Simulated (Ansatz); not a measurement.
# A series in volume scale on ScF3

All results are calculated (Ansatz 0.2.0). Periodic Kohn-Sham DFT of a crystal at fixed atoms, scaled to volume_scale times the given cell; pressure positive in compression, energy less spherical unpolarised free atoms, largest_vzz the field gradient of largest size among the nuclei.

The cell before it is scaled or strained (space group Pm-3m, No. 221):
```
ScF3
1.0
      4.0125     0.0000     0.0000
      0.0000     4.0125     0.0000
      0.0000     0.0000     4.0125
Sc F
1 3
Direct
  0.00000 0.00000 0.00000
  0.50000 0.00000 0.00000
  0.00000 0.50000 0.00000
  0.00000 0.00000 0.50000
```

Settings of every row: method all-electron PAW; functional LDA; relativity scalar; k mesh 6x6x6; filling fermi-dirac; smearing width 0.02 eV; nucleus gaussian.

Atom start moment: 0 on all atoms.

| row | volume scale | V (Å³/atom) | pressure (GPa) | largest V_zz (1e21 V/m^2) |
| --- | --- | --- | --- | --- |
| 1 | 0.94 | 15.181 | 3.741 | 4.73 |
| 2 | 0.96 | 15.504 | 1.27 | 5.066 |
| 3 | 0.98 | 15.826 | -0.941 | 5.385 |
| 4 | 0.99 | 15.988 | ? | ? |
| 5 | 1 | 16.15 | -2.917 | 5.692 |
| 6 | 1.01 | 16.312 | -3.826 | 5.841 |
| 7 | 1.02 | 16.472 | -4.685 | 5.987 |
| 8 | 1.04 | 16.796 | -6.266 | 6.27 |
| 9 | 1.06 | 17.119 | -7.678 | 6.542 |

Question: what pressure and largest V_zz should row 4 give?

Worked fit of pressure. Take u = (V_r/V)^(2/3) − 1 with V_r = 16.231 Å³ an atom, which is twice the finite (Eulerian) strain; such expansions in the strain, on which the Birch-Murnaghan equation of state is built, carry the rest volume and the bulk modulus. The shown rows have u = 0.04559, 0.03102, 0.01699, 0.00334, -0.00331, -0.00978, -0.02255, -0.03489. Least squares give pressure = −3.3827 + 137.34 × u + 412.29 × u² GPa; a straight line predicts inner rows, each left out in turn, worse (root mean square 0.21 against 0.0078 GPa). The rows lie off it by 0.005, -0.004, -0.011, 0.002, 0.007, 0.001, 0.004, -0.005 (root mean square 0.0057 GPa). The pressure vanishes at u = 0.0230, or V = 15.69 Å³ an atom, and there the bulk modulus at fixed shape and fractions is B = −V dP/dV = (2/3)(1 + u) dP/du = 107 GPa. The withheld row has u = 0.01011, so the fit gives −3.3827 + 137.34 × (0.01011) + 412.29 × (0.01011)² = -1.952 GPa.

The calculation gave -1.956 GPa. The fit lies 0.004 GPa (0.035 % of the column's range) above it; its largest miss of a shown row is 0.011 GPa.

Worked fit of largest V_zz. Take t = volume scale − 1. The shown rows have t = -0.06, -0.04, -0.02, 0, 0.01, 0.02, 0.04, 0.06. Least squares give largest V_zz = 5.6922 + 15.082 × t − 15.54 × t² 1e21 V/m^2; a straight line predicts inner rows, each left out in turn, worse (root mean square 0.018 against 0.0013 1e21 V/m^2). The rows lie off it by -0.001, 0.002, 0.001, 0.000, 0.000, -0.001, -0.001, 0.001. The withheld row has t = -0.01, so the fit gives 5.6922 + 15.082 × (-0.01) − 15.54 × (-0.01)² = 5.540 1e21 V/m^2.

The calculation gave 5.54 1e21 V/m^2. The fit meets it to the printed digit.
